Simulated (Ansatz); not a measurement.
## Rh: energy above lowest point against volume scale

Free energy against uniform scaling of the volume at fixed shape and fractions; periodic cell, basis, potentials, k mesh and filling as listed. The results are calculated, by Ansatz 0.2.0.

The cell before it is scaled or strained (space group P6_3/mmc, No. 194):
```
Rh
1.0
      2.7310     0.0000     0.0000
     -1.3655     2.3651     0.0000
      0.0000     0.0000     4.4285
Rh
2
Direct
  0.66667 0.33333 0.75000
  0.33333 0.66667 0.25000
```

Settings of every row: functional PBEsol; dispersion none; potentials all-electron LAPW; k mesh 12x12x7; k shift 0x0x0; occupations gaussian; smearing width 0.1 eV; spin none; SCF threshold exponent -9.

Limits: coarse k mesh, up to 40 meV an atom off; the cell comes from a prototype or a list of computed structures and needn't be the stable phase.

| row | volume scale | V (Å³/atom) | energy above lowest point (meV/atom) |
| --- | --- | --- | --- |
| 1 | 0.94 | 13.444 | 0 |
| 2 | 0.96 | 13.73 | 1.4 |
| 3 | 0.98 | 14.016 | ? |
| 4 | 1 | 14.302 | 33.5 |
| 5 | 1.02 | 14.588 | 61.9 |
| 6 | 1.04 | 14.874 | 97.1 |
| 7 | 1.06 | 15.16 | 138.3 |

Question: what energy above lowest point should row 3 give?

Worked fit of energy above lowest point. Take u = (V_r/V)^(2/3) − 1 with V_r = 14.445 Å³ an atom, which is twice the finite (Eulerian) strain; such expansions in the strain, on which the Birch-Murnaghan equation of state is built, carry the rest volume and the bulk modulus. The shown rows have u = 0.04904, 0.03442, 0.00665, -0.00655, -0.01932, -0.03169. Least squares give energy above lowest point = 46.78 − 2152.3 × u + 23699 × u² + 15085 × u³ meV/atom; a parabola predicts inner rows, each left out in turn, worse (root mean square 0.3 against 0.031 meV/atom). All shown rows lie on it to the printed digit. Its lowest point lies at u = 0.0436, or V = 13.55 Å³ an atom, and the curvature there gives the bulk modulus at fixed shape and fractions, B = (4/9)(1 + u)² E″(u)/V = 294 GPa. Letting shape and atoms relax would as a rule lower it, by much in layered, chain or molecular crystals. The withheld row has u = 0.0203, so the fit gives 46.78 − 2152.3 × (0.0203) + 23699 × (0.0203)² + 15085 × (0.0203)³ = 13.0 meV/atom.

The calculation gave 13 meV/atom. The fit meets it to the printed digit.
